Dear colleague,

The tensile stress of clean gold follows from one fact: an atom that has lost neighbours prefers shorter bonds than the crystal allows it. Here is the argument as a problem with numbers.

**Problem**

The energy of atom $i$ is

$$E_i=A\sum_j e^{-p x_{ij}}-\xi\Big(\sum_j e^{-2q x_{ij}}\Big)^{1/2},\qquad x_{ij}=\frac{r_{ij}}{r_0}-1 .$$

The sums run over nearest neighbours only, the crystal energy is $\sum_i E_i$, the lattice is static, and $r_0$ is the bulk bond length. Typical inputs for fcc Au are $\xi=1.79$ eV, $q=4.0$ and $r_0=2.88$ Å. Compiled room-temperature elastic constants (Blaschke) are $C_{11}=192.44$ GPa and $C_{12}=162.98$ GPa.

For unreconstructed Au(111), find (a) $A$ and $p$, (b) the bond strain preferred at surface coordination, (c) the surface stress of the unrelaxed surface, (d) its change when the layer spacings relax.

Convention: under an in-plane biaxial strain $\epsilon_{xx}=\epsilon_{yy}=\epsilon$,

$$f=\frac{1}{2\mathcal A_0}\frac{dE_s}{d\epsilon}\Big|_{0},$$

where $E_s$ is the excess energy of one surface cell and $\mathcal A_0$ its unstrained area. Positive $f$ is tensile: the surface would lower its energy by shrinking.

**Solution**

*The square root.* The second moment of the local d density of states is the sum of squared hopping integrals, each falling as $e^{-2qx}$. At fixed band shape and filling the band energy scales with the band width, the square root of that moment. With $S_i=\sum_j e^{-2qx_{ij}}$, the share of atom $i$ in the tension of one bond is

$$\frac{\partial E_i}{\partial x_{ij}}=-Ap\,e^{-px_{ij}}+\frac{q\xi\,e^{-2qx_{ij}}}{\sqrt{S_i}} .$$

Fewer neighbours mean a smaller $S_i$ and a stronger pull per bond, while the repulsion per bond is unchanged.

*(a) Bulk.* With $Z_b=12$, $E(x)=12Ae^{-px}-\sqrt{12}\,\xi e^{-qx}$. The condition $E'(0)=0$ gives $Ap=q\xi/\sqrt{12}$, and then $E''(0)=\sqrt{12}\,q\xi\,(p-q)=9\Omega B$, with atomic volume $\Omega=r_0^3/\sqrt2=16.89$ Å$^3$. The bulk modulus is $B=(C_{11}+2C_{12})/3=172.80$ GPa $=1.0785$ eV/Å$^3$. With $q\xi=7.16$ eV and $\sqrt{12}\,q\xi=24.80$ eV,

$$p-q=\frac{9\,(16.89\ \text{Å}^3)(1.0785\ \text{eV/Å}^3)}{24.80\ \text{eV}}=6.61 ,$$

so $p=10.61$ and $A=0.195$ eV. Thus $p$ is fitted to $B$, a room-temperature value in a static model.

*(b) Preferred strain.* Let all $Z_s$ bonds of an atom scale together and minimise its own $E_i$: $Z_sAp\,e^{-px}=\sqrt{Z_s}\,q\xi\,e^{-qx}$. Inserting $Ap$ gives $e^{(p-q)x}=\sqrt{Z_s/Z_b}$, or

$$x_s=\frac{\ln(Z_s/Z_b)}{2(p-q)} .$$

This is negative for $Z_s<Z_b$, because bulk stability requires $p>q$. On (111), $Z_s=9$ and $x_s=\ln(0.75)/(2\times6.61)=-0.022$, a shortening of 0.06 Å. The six in-plane bonds cannot shorten while the layer stays in registry with the crystal.

*(c) Unrelaxed stress.* All $x_{ij}=0$, so $S_i=Z_i$. For a twelve-fold atom every derivative above vanishes, and the second and deeper layers add nothing at first order. For a top-layer atom each bond carries

$$g=q\xi\Big(\frac13-\frac1{\sqrt{12}}\Big)=7.16\ \text{eV}\times0.0447=0.320\ \text{eV}.$$

The six in-plane bonds have $dx/d\epsilon=1$. The three bonds to the second layer have an in-plane projection $r_0/\sqrt3$, so at fixed layer spacing $r^2=r_0^2[(1+\epsilon)^2/3+2/3]$ and $dx/d\epsilon=1/3$. The weights sum to $6+3\times\frac13=7$. The cell holds one atom per layer, $\mathcal A_0=\sqrt3\,r_0^2/2=7.18$ Å$^2$, and

$$f_{\rm unrel}=\frac{7q\xi}{\sqrt3\,r_0^2}\Big(\frac13-\frac1{\sqrt{12}}\Big)=\frac{2.24\ \text{eV}}{14.37\ \text{Å}^2}=0.156\ \text{eV/Å}^2 .$$

With 1 eV/Å$^2$ = 16.02 N/m this is 2.5 N/m, tensile, and independent of $p$.

*(d) Relaxation.* The three downward bonds are also under tension, so the top layer moves inward, and the effect on $f$ is not small. Let $s_k$ be the strain of the bonds between layers $k$ and $k+1$. Then $S_1=6+3e^{-2qs_1}$ and $S_k=6+3e^{-2qs_{k-1}}+3e^{-2qs_k}$ for $k\ge2$. Each such bond enters $E_k$ and $E_{k+1}$, and zero net tension requires

$$\frac{2}{\sqrt{12}}\,e^{-(p-2q)s_k}=S_k^{-1/2}+S_{k+1}^{-1/2},\qquad p-2q=2.61 .$$

Solving numerically gives $s_1=-0.0197$, $s_2=+0.0030$, $s_3=-0.0004$, with deeper strains alternating and smaller. The first value means a contraction of the top spacing by 3.0 %. The interlayer bonds now carry no net tension, so only the six in-plane bonds of each layer contribute:

$$f_{\rm rel}=\frac{6q\xi}{\sqrt3\,r_0^2}\sum_k\Big(S_k^{-1/2}-\frac1{\sqrt{12}}\Big).$$

Layers one to four give $0.0356-0.0052+0.0007-0.0001=0.0310$, so

$$f_{\rm rel}=\frac{6\,(7.16\ \text{eV})(0.0310)}{14.37\ \text{Å}^2}=0.093\ \text{eV/Å}^2=1.5\ \text{N/m}.$$

Relaxation removes 40 % of the unrelaxed stress. The downward bonds lose their tension, the closer second layer raises $S_1$, and the second layer, with $S_2>12$, turns slightly compressive.

*What to take to the laboratory.* The model's values are 2.5 N/m unrelaxed and 1.5 N/m relaxed, and the relaxed one is the model's equilibrium prediction. As typical knowledge and not as a measurement, density-functional values for unreconstructed Au(111) lie around 2 to 3 N/m with a top spacing that hardly changes, so the relaxed model is low by roughly a quarter to a half, it overstates the inward relaxation, and the unrelaxed number falls in that range partly by accident. Clean Au(111) also typically reconstructs into a denser top layer. That is the direction in which $x_s<0$ points, but it means that a stress you measure on the clean surface belongs to a structure not treated here. What the derivation fixes is the sign: $g>0$ follows from $Z_s<Z_b$ and the square root alone, and in these numbers the tension survives relaxation.